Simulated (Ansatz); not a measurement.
## Sn2Ir: the change of pressure with volume scale

All results are calculated (Ansatz 0.2.0). Periodic Kohn-Sham DFT of a crystal at fixed atoms, scaled to volume_scale times the given cell; pressure positive in compression, energy less spherical unpolarised free atoms, largest_vzz the field gradient of largest size among the nuclei.

The cell before it is scaled or strained (space group Fm-3m, No. 225):
```
Sn2Ir
1.0
      0.0000     3.1690     3.1690
      3.1690     0.0000     3.1690
      3.1690     3.1690     0.0000
Sn Ir
2 1
Direct
  0.25000 0.25000 0.25000
  0.75000 0.75000 0.75000
  0.00000 0.00000 0.00000
```

Settings of every row: method frozen-core PAW; functional LDA; relativity scalar; k mesh 10x10x10; filling fermi-dirac; smearing width 0.03 eV; wave cutoff 420 eV; paw set soft_2.

Atom start moment: 0 on all atoms.

Limits: PAW files made with PBE; no spin-orbit coupling on heavy atoms.

| row | volume scale | V (Å³/atom) | pressure (GPa) |
| --- | --- | --- | --- |
| 1 | 0.94 | 19.944 | 6.986 |
| 2 | 0.96 | 20.368 | 3.54 |
| 3 | 0.98 | 20.792 | 0.52 |
| 4 | 0.99 | 21.004 | -0.848 |
| 5 | 1 | 21.217 | -2.134 |
| 6 | 1.01 | 21.429 | ? |
| 7 | 1.02 | 21.641 | -4.488 |
| 8 | 1.04 | 22.065 | -6.52 |
| 9 | 1.06 | 22.49 | -8.242 |

Question: what pressure should row 6 give?

Worked fit of pressure. Take u = (V_r/V)^(2/3) − 1 with V_r = 21.111 Å³ an atom, which is twice the finite (Eulerian) strain; such expansions in the strain, on which the Birch-Murnaghan equation of state is built, carry the rest volume and the bulk modulus. The shown rows have u = 0.03864, 0.02417, 0.0102, 0.00339, -0.00333, -0.01639, -0.02904, -0.04131. Least squares give pressure = −1.5162 + 192.452 × u + 711.76 × u² GPa; a straight line predicts inner rows, each left out in turn, worse (root mean square 0.36 against 0.015 GPa). The rows lie off it by 0.003, -0.011, -0.001, 0.008, 0.015, -0.009, -0.015, 0.010 (root mean square 0.01 GPa). The pressure vanishes at u = 0.0077, or V = 20.87 Å³ an atom, and there the bulk modulus at fixed shape and fractions is B = −V dP/dV = (2/3)(1 + u) dP/du = 137 GPa. The withheld row has u = -0.00992, so the fit gives −1.5162 + 192.452 × (-0.00992) + 711.76 × (-0.00992)² = -3.355 GPa.

The calculation gave -3.348 GPa. The fit lies 0.007 GPa (0.046 % of the column's range) below it; its largest miss of a shown row is 0.015 GPa.
